Bloch-Redfield rates of a flux qubit with ohmic bias noise: response to bias, temperature, gap, coupling and filtering

Statement

In the basis of its two persistent-current states a flux qubit has H = −(ħ/2)(ε τz + Δ τx) − (ħ/2) X τz. Here ħε = 2Ip(Φ − Φ0/2) is the flux bias, Ip the persistent current, Φ0 = h/2e, Δ the tunnelling gap and X the fluctuation of ε, with ⟨X⟩ = 0. The quantities ε, Δ, ω and X are angular frequencies. With ω = √(ε² + Δ²), cos θ = ε/ω and sin θ = Δ/ω, the eigenbasis form is

H = −(ħω/2) σz − (ħX/2)(cos θ σz + sin θ σx).

To second order in X, for a bath of short memory,

1/T1 = sin²θ S(ω)/2,  1/Tφ = cos²θ S(0)/2,  1/T2 = 1/(2T1) + 1/Tφ,

where S(ν) = ½ ∫ dt e^(iνt) ⟨X(t)X(0) + X(0)X(t)⟩ is the two-sided symmetrised spectrum. A bosonic bath gives S(ω) = J(ω) coth(ħω/2kT). For the ohmic case J = 2παω,

1/T1 = πα (Δ²/ω) coth(ħω/2kT),  1/Tφ = 2πα (kT/ħ) ε²/ω².

A bias line of mutual inductance M, closed by a resistance R, has α = 2Ip²M²/(πħR).

Reference point

Assumed inputs, all of them: Ip = 300 nA (typical of aluminium three-junction qubits), R = 50 Ω, T = 50 mK, Δ/2π = 4 GHz, ε/2π = 3 GHz and M = 0.2 pH. M was chosen to put T1 at tens of µs, as is typical of good aluminium flux qubits, so the size of T1 tests nothing. Then ω/2π = 5 GHz, sin²θ = 0.64, cos²θ = 0.36, Φ − Φ0/2 = 1.60 mΦ0, kT/h = 1.042 GHz and α = 4.35×10⁻⁷. With frequencies f = ω/2π, fΔ = Δ/2π and fT = kT/h in GHz, the rates are 1/T1 = K (fΔ²/f) coth(f/2fT) and 1/Tφ = 2K fT cos²θ, where K = 2π²α × 1 GHz = 8.58 ms⁻¹. With coth set to 1, 1/T2 = K(1.60 + 0.75) = 2.35 K.

Question

How do T1, Tφ and T2 respond, in sign and size, when one condition is changed: (A) bias to the symmetry point, (B) temperature doubled, (C) gap halved, (D) M doubled, (E) a series inductor added to the line?

Prediction by reasoning

A. At ε = 0 the noise is purely transverse. Tφ becomes infinite at this order, but T1 shortens: Δ²/ω rises by 5/4, so T1 falls to about 0.8 of its value. 1/T2 goes from 2.35 K to about 2 K, a modest gain in T2.

B. Dephasing samples the classical noise S(0) ∝ T, so Tφ halves exactly. Relaxation is mostly spontaneous emission, since hf/kT only drops from 4.80 to 2.40. The factor coth = 1 + 2n, with n the Bose occupation, should grow by a little under a fifth. T2 lies between the two responses.

C. Halving Δ at fixed ε and Ip divides Δ² by 4, but f also falls, to 3.606 GHz, so T1 gains about 4 × 3.606/5 = 2.88, and somewhat less once the larger n is counted. cos²θ rises from 9/25 to 9/13, which shortens Tφ by 1.92. The two effects oppose each other in T2: 1/T2 ≈ K(0.55 + 1.44), again about 2 K.

D. M enters through α alone, so every time falls by 4. Doubling Ip at fixed ε and Δ does the same. Doubling R doubles every time, because the qubit feels current noise.

E. An ideal inductor L replaces 1/R by Re Y = R/(R² + ω²L²). It cuts S(ω) and leaves S(0) untouched. For an assumed L = 3 nH, ωL = 94 Ω and T1 grows by 1 + (ωL/R)² = 4.55. Tφ stays fixed and caps T2.

Calculation

The model's times in µs, computed from the unrounded inputs:

case                    coth     T1      Tφ      T2
reference               1.017    35.8    155     49.0
A  ε = 0                1.044    27.9    ∞       55.8
B  T = 100 mK           1.200    30.4    77.7    34.1
C  Δ/2π = 2 GHz         1.065    98.7    80.8    57.3
D  M = 0.4 pH           1.017    8.96    38.8    12.3
E  L = 3 nH             1.017    163     155     105

All signs follow the reasoning. The T1 factors are 0.78 in A and 2.75 in C, each below the coth = 1 estimate because a smaller splitting raises n. In B the relaxation rate grows by 1.18.

The sign of the T2 response to a small bias depends on temperature. Near ε = 0, f − fΔ ∝ ε², and differentiating 1/T2 = K[(fΔ²/2f) coth(f/2fT) + 2fT(1 − fΔ²/f²)] at f = fΔ gives

d(1/T2)/df = K[2/y − (coth y)/2 − y/(2 sinh²y)],  y = ħΔ/2kT.

This vanishes at y = 3.975, is positive below and negative above. For Δ/2π = 4 GHz the crossing lies at 24 mK. In a colder ohmic bath the symmetry point is a local minimum of T2, because detuning then saves more in relaxation than it costs in dephasing.

Proof

Rotation. The eigenvectors (cos θ/2, sin θ/2) and (−sin θ/2, cos θ/2) turn cos θ τz + sin θ τx into σz and τz into cos θ σz − sin θ σx. Reversing the sign of the second vector reverses σx and gives the stated form.

Master equation. Let |0⟩ be the ground state (σz = +1), σ− = |0⟩⟨1|, σ+ = |1⟩⟨0|, A = cos θ σz + sin θ σx and C(τ) = ⟨X(τ)X(0)⟩. In the interaction picture the Born-Markov equation is

dρ/dt = −¼ ∫₀^∞ dτ { C(τ)[A(t)A(t−τ)ρ − A(t−τ)ρA(t)] + h.c. }.

Write A(t) = Σν Aν e^(−iνt) with A(+ω) = sin θ σ−, A(−ω) = sin θ σ+ and A(0) = cos θ σz. Cross terms between different ν oscillate at ω or 2ω and are dropped when the rates are far below ω (secular approximation). Each remaining term carries ∫₀^∞ C(τ)e^(iντ) dτ. Its imaginary part shifts ω. Since C(−τ) = C(τ)*, twice its real part is the unsymmetrised spectrum Sq(ν) = ∫ dτ e^(iντ) C(τ). Hence, apart from the shift,

dρ/dt = ¼ Σν Sq(ν) [Aν ρ Aν† − ½(Aν†Aν ρ + ρ Aν†Aν)].

The σ− and σ+ terms give Γ↓ = sin²θ Sq(ω)/4 and Γ↑ = sin²θ Sq(−ω)/4. Populations relax at Γ↓ + Γ↑, and S(ω) = [Sq(ω) + Sq(−ω)]/2 turns this into sin²θ S(ω)/2. The same terms damp ρ01 at (Γ↓ + Γ↑)/2. The σz term acts as σzρσz − ρ, which is zero on populations and −2ρ01 on the coherence, so it adds 2 × cos²θ Sq(0)/4 = cos²θ S(0)/2.

Bosonic bath. For X = Σj cj(bj + bj†) with thermal modes ωj, define J(ω) = π Σj cj² δ(ω − ωj). Then Sq(ω) = 2J(n + 1) and Sq(−ω) = 2Jn for ω > 0, so S = J(2n + 1) = J coth(ħω/2kT). With J = 2παω the limit ω → 0 is S(0) = 4παkT/ħ.

Circuit. A current δI in the line gives ħX = 2IpM δI. The fluctuation-dissipation theorem gives the symmetrised current spectrum ħω Re Y coth(ħω/2kT), which tends to the two-sided Johnson-Nyquist value 2kT/R at low frequency. Thus J = 4Ip²M² ω Re Y/ħ. Setting Re Y = 1/R, valid while the line's own inductive impedance is small against R, and equating J to 2παω yields α.

Limits

The bath memory ħ/kT is 0.15 ns at 50 mK, and L/R is 0.06 ns in case E, both far below every time in the table. The level shift and the α² terms are corrections of relative order α, up to logarithms of the bath cutoff. The infinite Tφ of case A means that dephasing there starts at order α².

The omission that matters is 1/f flux noise, for which S(0) diverges and the formula for Tφ fails. Take Gaussian flux noise with spectrum AΦ/|ν/2π| and a typical √AΦ = 1 µΦ0. A spin echo of length t has phase variance D² ∫ (dν/2π)(2πAΦ/|ν|) 16 sin⁴(νt/4)/ν² = 2D²AΦ t² ln 2, with D = ∂ω/∂Φ = 2Ip cos θ/ħ and ∫₀^∞ sin⁴x/x³ dx = ln 2. The echo amplitude is exp(−D²AΦ t² ln 2), and at the reference point it falls to 1/e in 0.17 µs. The model's T2 of 49.0 µs therefore overshoots what is typical of a biased aluminium flux qubit by more than two orders of magnitude. The Tφ and T2 columns at ε ≠ 0, and the reversal below 24 mK, describe only the bias line's share of the decay. Since D vanishes at ε = 0, the symmetry point remains the working point of choice in such devices. The T1 column likewise bounds T1 from above, because other loss channels add their rates.